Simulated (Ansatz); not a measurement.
# Ligand exchange: GeH3Br + C2H3F2I → GeH3I + C2H3BrF2

Species: GeH3Br `[GeH3][Br]`, singlet; C2H3F2I `FCC(F)I`, singlet; GeH3I `[GeH3][I]`, singlet; C2H3BrF2 `FCC(F)Br`, singlet. The partners trade Br for I: Ge–Br and C–I bonds give way to Ge–I and C–Br.

Shapes, held fixed at every level: PBE0-D4/def2-TZVP. Flexible molecules stand in one conformer, not always the lowest. Programs: Ansatz 0.2.0. Electronic energies: no zero-point or thermal term.

```tsv
level	kind	ΔE (kJ/mol)	less CCSD(T)/def2-TZVPP
HF/def2-TZVPP	Hartree–Fock	+1.2	-5.6
PBE-D4/def2-TZVPP	GGA	+6.5	-0.3
r2SCAN-D4/def2-TZVPP	meta-GGA	+6.3	-0.5
B3LYP-D4/def2-TZVPP	global hybrid	+6.5	-0.3
wB97M-V/def2-TZVPP	range-separated hybrid	+4.8	-2.0
wB97X-V/def2-TZVPP	range-separated hybrid	+4.3	-2.5
MP2/def2-TZVPP	perturbation theory	+6.7	-0.1
CCSD(T)/def2-TZVPP	coupled cluster or CI	+6.8	0.0
```

The highest level, CCSD(T)/def2-TZVPP, gives ΔE = +6.8 kJ/mol; the levels span +1.2 to +6.8. The column of differences is taken from that level and isn't an error. No measured value is set beside it here. For atoms past krypton def2 sets carry core potentials with scalar relativity. Relativity is left out for Br, Ge. Outer-core shells of Br, Ge, I are correlated in most correlated rows, in sets that cover them unevenly.

Every level places the exchange slightly uphill, so bromine prefers germanium and iodine prefers the fluorinated carbon. The sign fits the usual bond-polarity argument: germanium is more electropositive than carbon and gains more from the more electronegative halogen, while the fluorine already on the halogen-bearing carbon probably makes that carbon a poorer donor of charge to bromine.

Polarity alone doesn't explain the size of the effect, however. Hartree–Fock already includes it and gives only +1.2 kJ/mol, against +6.8 with coupled cluster, so most of the preference comes from electron correlation. This suggests that the polarizable iodine gains more correlation energy in the compact, fluorine-bearing carbon fragment than on the longer bond to germanium. MP2 recovers nearly the whole shift, which points to ordinary dynamic correlation rather than a multireference problem.

The calculation supports a weak preference for the reactants, not a strong driving force. The two range-separated hybrids keep the sign but make the preference smaller than the other correlated levels do. Nothing here bears on the pathway or rate of exchange.
